## Results and discussion

An $xy$ shear of 10 % costs MgCdS$_2$ about 20 meV per atom at the PBEsol level and takes about 4 GPa of stress. The starting cell is itself under about 3 GPa of tension, and its gap is only 0.1 eV. Below, $x$ is the strain of the table, the tensile stress along the pattern is $\sigma_{xy}$, stresses $\sigma$ are positive in tension and the pressure $p$ is positive in compression.

MgCdS₂ (P4/mmm, 4-atom cell, a = 3.808, c = 5.386 Å, not relaxed at this level) under xy engineering shear with fractional coordinates fixed. Ansatz 0.2.0, PBEsol, plane-wave PAW, scalar-relativistic, no spin polarisation, 420 eV cutoff, 10×10×6 k mesh, 0.03 eV Gaussian smearing. Free energies are relative to the unstrained cell; pressure is positive in compression.

```
strain  energy change (meV/atom)  tensile stress along pattern (GPa)  pressure (GPa)  gap on mesh (eV)
  -0.1                      22.3                               -3.90           -1.89             0.000
 -0.05                       5.4                               -1.86           -2.84             0.018
     0                       0.0                                0.00           -3.15             0.102
 0.025                       1.3                                0.92           -3.07             0.069
 0.075                      12.3                                2.84           -2.45             0.000
```

### 1. Does the sign of the strain matter, and which bonds change?

The cell is an ordered rocksalt, $c/a\approx\sqrt2$, in which each metal has four S neighbours along the basal diagonals and two along $c$. The fourfold axis turns $+x$ into $-x$, so by symmetry energy, pressure and gap are even in $x$ and $\sigma_{xy}$ is odd; the rows are best read in order of $|x|$. Engineering shear puts $x/2$ on each off-diagonal element, which scales the two diagonals by $1\pm x/2$ and the volume by $1-x^2/4$. Two bonds shorten, two lengthen, and the shortest distance in the runs falls from 2.692 to 2.558 Å at $|x|=0.1$, as this geometry requires. An $xz$ shear would change only angles to first order, so the stiffness found here does not carry over to it.

### 2. How stiff is the crystal, and which digits hold?

The ratio $\sigma_{xy}/x$ rises row by row from 36.8 GPa at $|x|=0.025$ to 39.0 GPa at $|x|=0.1$. The crystal stiffens mildly, and with no stress maximum in the range no ideal strength can be read. All forces vanish, as they must with an inversion centre on every atom, so fixing the fractional coordinates hides no relaxation that keeps this symmetry. A distortion that breaks it is not tested.

The energy curvature is $K=2E/(V_0x^2)$, with $E$ the energy change per cell and $V_0$ the starting volume. The printed 1.3 meV/atom fixes it only to $\pm1.3$ GPa, against $\pm0.2$ GPa for the stress ratio of the same row. The unrounded energy of that run, 5.36 meV per cell, gives

$$K=\frac{2\times5.36\times10^{-3}\ \text{eV}}{78.10\ \text{Å}^3\times0.025^2}\times160.2\ \frac{\text{GPa Å}^3}{\text{eV}}=35.2\ \text{GPa}.$$

### 3. Why do stress and energy give different moduli?

The starting tension $\sigma_0=\sigma_{xx}(0)$ enters the two differently. The Lagrangian strain has $\eta_{xy}=x/2$ and $\eta_{xx}=\eta_{yy}=x^2/8$, so $E/V_0=\sigma_0x^2/4+C_{66}x^2/2$ and $K=C_{66}+\sigma_0/2$, where $C_{66}$ is the second derivative of $E/V_0$ with respect to $2\eta_{xy}$. The stress in the deformed cell also picks up the starting tension, carried along by the shear, and $\sigma_{xy}/x=C_{66}+\sigma_0$. The two should differ by $\sigma_0/2=3.176/2=1.59$ GPa, with nothing fitted. The unrounded values at the smallest strain differ by 1.64 GPa, and both routes give $C_{66}=33.6$ GPa.

This small-strain form fails as anharmonic terms grow, the difference reaching 2.45 GPa at $|x|=0.1$. The exact statement is $dE/dx=V_0(\sigma_{xy}-x\sigma_{xx}/2)$. Integrated by Simpson's rules over the evenly spaced $|x|$, it returns the three larger energies within 0.04 % of the computed values, and the smallest within 0.3 % by a cruder trapezoid; without the tension term it is 3 to 5 % high. Since the stress is calculated as the derivative of the energy, this shows consistency and says nothing about the accuracy of the functional.

### 4. Why does a shear raise the pressure?

The rise is quadratic, about $125\,x^2$ GPa in all four strained rows. Volume loss contributes, but at 0.25 % for $|x|=0.1$ it would need a bulk modulus near 500 GPa to do the whole job. A rough recalled figure for rocksalt sulfides is 80 GPa, which leaves most of the rise to nonlinear response.

The stress tensor of the $|x|=0.1$ run shows where the rise sits. Tension drops by 5.46 GPa along the shortened bonds, grows by only 2.35 GPa along the stretched ones and drops by 0.67 GPa along $c$, where linear elasticity would give equal and opposite changes and none along $c$. The mean of the three is the 1.26 GPa of the pressure column. The standard explanation, argued here and not isolated by the numbers, is that overlap repulsion between closed-shell ions steepens on compression while a stretched bond softens.

### 5. What would change in a relaxed cell?

The pressure column answers this to first order. Under isotropic scaling $\partial E_{\rm tot}/\partial\ln V_0=-pV$, with $E_{\rm tot}=E_0(V_0)+\tfrac12KV_0x^2$ and $V=V_0(1-x^2/4)$. Collecting the $x^2$ terms, with $p_0$ the starting pressure and $\Delta p$ the rise in the $|x|=0.025$ row, gives

$$\frac{dK}{d\ln V_0}=-\frac{2\Delta p}{x^2}+\frac{p_0}{2}-K=-249-2-35=-286\ \text{GPa}.$$

Each 1 % of volume contraction therefore raises $K$ by 2.9 GPa. A crystal whose pressure rises under shear stiffens against that shear when squeezed, because both reflect the same anharmonicity. With the recalled bulk modulus the cell would lose about 4 % of its volume, so the modulus at PBEsol equilibrium should be higher by the order of ten GPa. That shift is much larger than the distinctions of question 3, and the equilibrium volume itself refers to zero temperature and to PAW datasets made for PBE.

### 6. Does the shear make a metal?

The gap on the mesh falls from 0.102 to 0.069 and 0.018 eV and is zero in the two most strained rows. The drop at $|x|=0.05$ is between the twofold of a linear law and the fourfold of a quadratic one, relative to the drop at half that strain. A part linear in $|x|$ could come from degenerate S p levels, or equivalent k points, splitting as the symmetry falls from P4/mmm to Cmmm, but this is a guess.

A real metal is not established, since PBEsol underestimates gaps and may close one that is open in the crystal; spin-orbit coupling is absent too. Within PBEsol the mesh errs the other way: by missing band edges it can only make a gap look too wide, so closure may come at a smaller strain than the table shows. Smearing hardly touches the elastic results, since removing it moves the energies by at most 0.04 meV per cell, and the stiffening begins while the gap on the mesh is still open. Whether the gap still closes under this shear once the 3 GPa of tension is released remains open.
